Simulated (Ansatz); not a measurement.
## Correcting a cheap level on molecular compounds of In

The vertical ionisation energy (cation less neutral) in eV of 8 molecular compounds of In: x at PBE-D4/def2-TZVPP, y at CCSD(T)/def2-TZVPP. Shapes, held fixed at every level: PBE0-D4/def2-TZVP. Flexible molecules stand in one conformer, not always the lowest. Programs: Ansatz 0.2.0.

| molecule | x (eV) | y (eV) |
| --- | --- | --- |
| CH8InNOSi (SMILES [CH3][In]([NH2])[O][SiH3]) | 8.74 | 9.40 |
| CH5FInNO (SMILES C[O][In]([NH2])[F]) | 9.18 | 10.03 |
| C4H9ClFIn (SMILES C[C](C)(C)[In]([F])[Cl]) | 9.22 | 9.72 |
| In(SH)2Cl | 9.36 | ? |
| InSi2NH6ClF (SMILES [F][In]([Cl])[N]([SiH3])[SiH3]) | 9.42 | 10.01 |
| InH(SH)F | 10.04 | 10.13 |
| InH2(OH) | 10.22 | 10.76 |
| InF3 (SMILES [F][In]([F])[F]) | 12.77 | 14.25 |

Fit y = c + s·x to the known rows and predict y for In(SH)2Cl.


1. Means of the 7 rows: x = 9.9414, y = 10.614.
2. Σ(Δx)² = 10.904, Σ(Δx·Δy) = 13.141, so the slope is 13.141/10.904 = 1.2052.
3. Intercept: 10.614 − (1.2052) × 9.9414 = -1.367. The largest residual of the fit is 0.60.
4. In(SH)2Cl: -1.367 + 1.2052 × 9.36 = 9.91 eV.

CCSD(T)/def2-TZVPP gives 10.04 eV, so the prediction is off by -0.13 eV, within the largest residual. Uncorrected, PBE-D4/def2-TZVPP misses it by -0.68 eV, and the other rows by 0.67 on average. The line removes about 80 % of this miss. InF3 lies far out in x and weighs most in the slope. Left out in turn, the other rows are missed by 0.51 eV on average, hardly better than no correction. Cations run unrestricted. For atoms past krypton def2 sets carry core potentials with scalar relativity. Outer-core shells of In are correlated, in sets that cover them unevenly.

PBE puts the ionisation energy too low in every molecule, but the shortfall doesn't grow steadily with the energy itself. It is largest in InF3 and almost vanishes in InH(SH)F. In InF3 the electron has to come from fluorine 2p lone pairs, which are tightly bound and shared among three equivalent ligands. The other molecules offer easier sources, such as sulfur, nitrogen or oxygen lone pairs or In–C and In–H bonding orbitals. A semilocal functional tends to overstabilise a hole spread over several like centres, which probably explains much of the InF3 error, and perhaps why In(SH)2Cl is missed by far more than InH(SH)F.

The slope above one is therefore no general property of these indium compounds: without InF3 it would fall below one. The good prediction for In(SH)2Cl mainly reflects an error close to the average, and a constant shift of 0.67 eV would have done even better. The data support a typical upward correction, but not a dependable scaling across different ligands.
